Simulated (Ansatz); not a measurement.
Sb: pressure and energy change per atom against volume scale

All results are calculated (Ansatz 0.2.0). Plane-wave DFT, scalar-relativistic PAW made under PBE with cores redone for the functional, no dispersion; the given relaxed cell is scaled uniformly, energy at zero smearing counts from the unscaled cell, pressure at the given Fermi-Dirac smearing is positive in compression.

The cell before it is scaled or strained (space group P6_3/mmc, No. 194):
```
Sb
1.0
      3.3174     0.0000     0.0000
     -1.6587     2.8729     0.0000
      0.0000     0.0000    11.3830
Sb
4
Direct
  0.00000 1.00000 1.00000
  0.00000 1.00000 0.50000
  0.33333 0.66667 0.25000
  0.66667 0.33333 0.75000
```

Settings of every row: spin polarised no; functional r2SCAN; wave cutoff 500 eV; smearing width 0.1 eV; k mesh 12x12x3.

Atom starting moment: 0 on all atoms.

Limits: the cell comes from a prototype or a list of computed structures and needn't be the stable phase.

| row | volume scale | V (Å³/atom) | pressure (GPa) | energy change per atom (meV) |
| --- | --- | --- | --- | --- |
| 1 | 0.88 | 23.867 | ? | ? |
| 2 | 0.92 | 24.952 | 6.63 | 44.2 |
| 3 | 0.96 | 26.037 | 3.14 | 11.51 |
| 4 | 1.04 | 28.206 | -1.96 | 5.79 |
| 5 | 1.08 | 29.291 | -3.81 | 25.67 |
| 6 | 1.12 | 30.376 | -5.29 | 56.97 |

Question: what pressure and energy change per atom should row 1 give?

Worked fit of pressure. Take u = (V_r/V)^(2/3) − 1 with V_r = 28.206 Å³ an atom, which is twice the finite (Eulerian) strain; such expansions in the strain, on which the Birch-Murnaghan equation of state is built, carry the rest volume and the bulk modulus. The shown rows have u = 0.08515, 0.05479, 0, -0.02485, -0.04821. Least squares give pressure = −1.969 + 80.355 × u + 241.05 × u² GPa; a straight line predicts inner rows, each left out in turn, worse (root mean square 0.47 against 0.022 GPa). The rows lie off it by 0.01, -0.02, 0.01, 0.01, -0.01. The pressure vanishes at u = 0.0229, or V = 27.26 Å³ an atom, and there the bulk modulus at fixed shape and fractions is B = −V dP/dV = (2/3)(1 + u) dP/du = 62.3 GPa. Letting shape and atoms relax would as a rule lower it, by much in layered, chain or molecular crystals. The withheld row has u = 0.1178, so the fit gives −1.969 + 80.355 × (0.1178) + 241.05 × (0.1178)² = 10.84 GPa.

The calculation gave 10.98 GPa. The fit lies 0.14 GPa (1.3 % of the value, 0.86 % of the column's range) below it; its largest miss of a shown row is 0.02 GPa. This row lies beyond the range of the fit.

Worked fit of energy change per atom. Take u = (V_r/V)^(2/3) − 1 with V_r = 28.206 Å³ an atom, which is twice the finite (Eulerian) strain; such expansions in the strain, on which the Birch-Murnaghan equation of state is built, carry the rest volume and the bulk modulus. The shown rows have u = 0.08515, 0.05479, 0, -0.02485, -0.04821. Least squares give energy change per atom = 5.773 − 515.766 × u + 11351.03 × u² meV; a straight line predicts inner rows, each left out in turn, worse (root mean square 22 against 0.11 meV). The rows lie off it by 0.04, -0.08, 0.02, 0.07, -0.05 (root mean square 0.056 meV). Its lowest point lies at u = 0.0227, or V = 27.27 Å³ an atom, and the curvature there gives the bulk modulus at fixed shape and fractions, B = (4/9)(1 + u)² E″(u)/V = 62 GPa. Letting shape and atoms relax would as a rule lower it, by much in layered, chain or molecular crystals. The withheld row has u = 0.1178, so the fit gives 5.773 − 515.766 × (0.1178) + 11351.03 × (0.1178)² = 102.53 meV.

The calculation gave 103.13 meV. The fit lies 0.60 meV (0.62 % of the column's range) below it; its largest miss of a shown row is 0.08 meV. This row lies beyond the range of the fit.
